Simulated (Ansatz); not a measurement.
## A series in volume scale on AlFe3

Free energy against uniform scaling of the volume at fixed shape and fractions; periodic cell, basis, potentials, k mesh and filling as listed. The results are calculated, by Ansatz 0.2.0.

The cell before it is scaled or strained (space group Pm-3m, No. 221):
```
CELL_PARAMETERS angstrom
3.63930 0.00000 0.00000
0.00000 3.63930 0.00000
0.00000 0.00000 3.63930
ATOMIC_POSITIONS crystal
Al 0.00000 0.00000 0.00000
Fe 0.00000 0.50000 0.50000
Fe 0.50000 0.00000 0.50000
Fe 0.50000 0.50000 0.00000
```

Settings of every row: functional LDA; dispersion none; potentials PAW; wave cutoff 550 eV; density cutoff 2200 eV; k mesh 6x6x6; k shift 0x0x0; occupations fermi dirac; smearing width 0.1 eV; spin collinear.

Limits: coarse k mesh, up to 40 meV an atom off; the cell comes from a prototype or a list of computed structures and needn't be the stable phase.

```
row  volume scale  V (Å³/atom)  energy above lowest point (meV/atom)
  1          0.88       10.604                                  12.2
  2          0.92       11.086                                     0
  3          0.96       11.568                                     ?
  4             1        12.05                                  41.3
  5          1.04       12.532                                  88.3
  6          1.08       13.014                                 148.8
  7          1.12       13.496                                 220.3
```

Question: what energy above lowest point should row 3 give?

Worked fit of energy above lowest point. Take u = (V_r/V)^(2/3) − 1 with V_r = 12.291 Å³ an atom, which is twice the finite (Eulerian) strain; such expansions in the strain, on which the Birch-Murnaghan equation of state is built, carry the rest volume and the bulk modulus. The shown rows have u = 0.10343, 0.07121, 0.01329, -0.01286, -0.03739, -0.06045. Least squares give energy above lowest point = 63.01 − 1794.88 × u + 13088.9 × u² − 4653 × u³ meV/atom; a parabola predicts inner rows, each left out in turn, worse (root mean square 0.84 against 0.34 meV/atom). The rows lie off it by 0.0, 0.1, -0.2, 0.0, 0.1, -0.1. Its lowest point lies at u = 0.0713, or V = 11.09 Å³ an atom, and the curvature there gives the bulk modulus at fixed shape and fractions, B = (4/9)(1 + u)² E″(u)/V = 178 GPa. The withheld row has u = 0.04124, so the fit gives 63.01 − 1794.88 × (0.04124) + 13088.9 × (0.04124)² − 4653 × (0.04124)³ = 10.9 meV/atom.

The calculation gave 10.9 meV/atom. The fit meets it to the printed digit.
